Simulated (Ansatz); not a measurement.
# Electron–phonon coupling and T_c of TiAl, calculated with Ansatz

Space group P4/mmm (No. 123), 2 atoms in the cell of the first input below: a = 2.827 Å, b = 2.827 Å, c = 4.062 Å, α = 90.00°, β = 90.00°, γ = 90.00°.

The structure is a measured one, not always of the ambient phase, relaxed without spin–orbit coupling to zero pressure (pressure 0.0 GPa with this functional, without spin–orbit coupling). Functional: PBE.

Input:

```yaml
crystal:
  lattice:
    - [2.8269172248, 0.0, 0.0]
    - [0.0, 2.8269172248, 0.0]
    - [0.0, 0.0, 4.0623785363]
  atoms:
    - { symbol: Ti, position: [0.0, 0.0, 0.0] }
    - { symbol: Al, position: [0.5, 0.5, 0.5] }
basis:
  ecutwfc: 420
  ecutrho_ratio: 4
kpoints:
  mp_grid: { grid: [12, 12, 8] }
hamiltonian:
  xc: pbe
scf:
  occupations: { method: methfessel_paxton, width: 0.2 }
output: {}
phonons:
  supercell: [2, 2, 2]
  qpath:
    path:
      - [[0.0, 0.0, 0.0], [0.0, 0.5, 0.0], [0.5, 0.5, 0.0], [0.0, 0.0, 0.0], [0.0, 0.0, 0.5], [0.0, 0.5, 0.5], [0.5, 0.5, 0.5], [0.0, 0.0, 0.5]]
      - [[0.0, 0.5, 0.0], [0.0, 0.5, 0.5]]
      - [[0.5, 0.5, 0.0], [0.5, 0.5, 0.5]]
    npoints: 6
  electrical_resistivity: { mesh: [24, 24, 16], temperatures: [50, 100, 200, 300, 500] }
  superconductivity: { mesh: [24, 24, 16], eliashberg_equations: false }
```

```bash
ansatz run input.yaml --threads 8 --pin off --max-ram 15360MiB --backend cpu --events-out ev --progress --plain --runs-dir out
```

Time: 76 s on 8 threads of Intel(R) Xeon(R) Platinum 8375C CPU @ 2.90GHz (Ice Lake), on a shared host, peak memory 2.1 GiB.

On the finest mesh λ = 0.3638, ω_log = 23.152 meV, N(E_F) = 0.874 states per eV, spin and cell. λ by mesh: 24×24×16 0.364, 12×12×8 0.360, 6×6×4 0.406.

What T_c does McMillan's formula in the Allen–Dynes form give for μ* = 0.10?

T_c = (ω_log/1.2) exp[−1.04(1+λ)/(λ − μ*(1+0.62λ))] = (268.67 K/1.2) × exp(−1.4184/0.2412) = 0.63 K. By mesh, finest first, the same formula gives 0.63, 0.58, 1.22 K.

```tsv
μ*	McMillan (K)	Allen–Dynes with strong-coupling factors (K)
0.08	1.08	1.09
0.10	0.63	0.63
0.12	0.32	0.33
0.13	0.22	0.22
0.14	0.14	0.14
0.16	0.05	0.05
0.20	0.00	0.00
```

Caveats: small supercell, couplings not converged in it; with so small a supercell and a typed μ*, T_c can miss a measured one by a factor of two or more.

TiAl comes out as a weak-coupling metal: with λ = 0.3638, the phonon-mediated attraction only modestly exceeds the Coulomb repulsion. The transition temperature therefore depends exponentially on a small difference, and raising μ* from 0.10 to 0.14 lowers it from 0.63 to 0.14 K. The entry of 0.00 K at μ* = 0.20 is a rounded, very small value, not a loss of the pairing solution. The strong-coupling factors change almost nothing, as expected at this λ.

The fairly high ω_log reflects light atoms and stiff bonds, but a large phonon prefactor cannot make up for weak coupling. Hybridisation between Ti d and Al p states probably contributes to both the stiffness and the moderate density of states at the Fermi level, which limits λ. The numbers support weak conventional pairing with a low transition temperature, but not a specific value for it. Without a mode- or atom-resolved λ, they also don't show whether Ti or Al vibrations dominate the coupling.
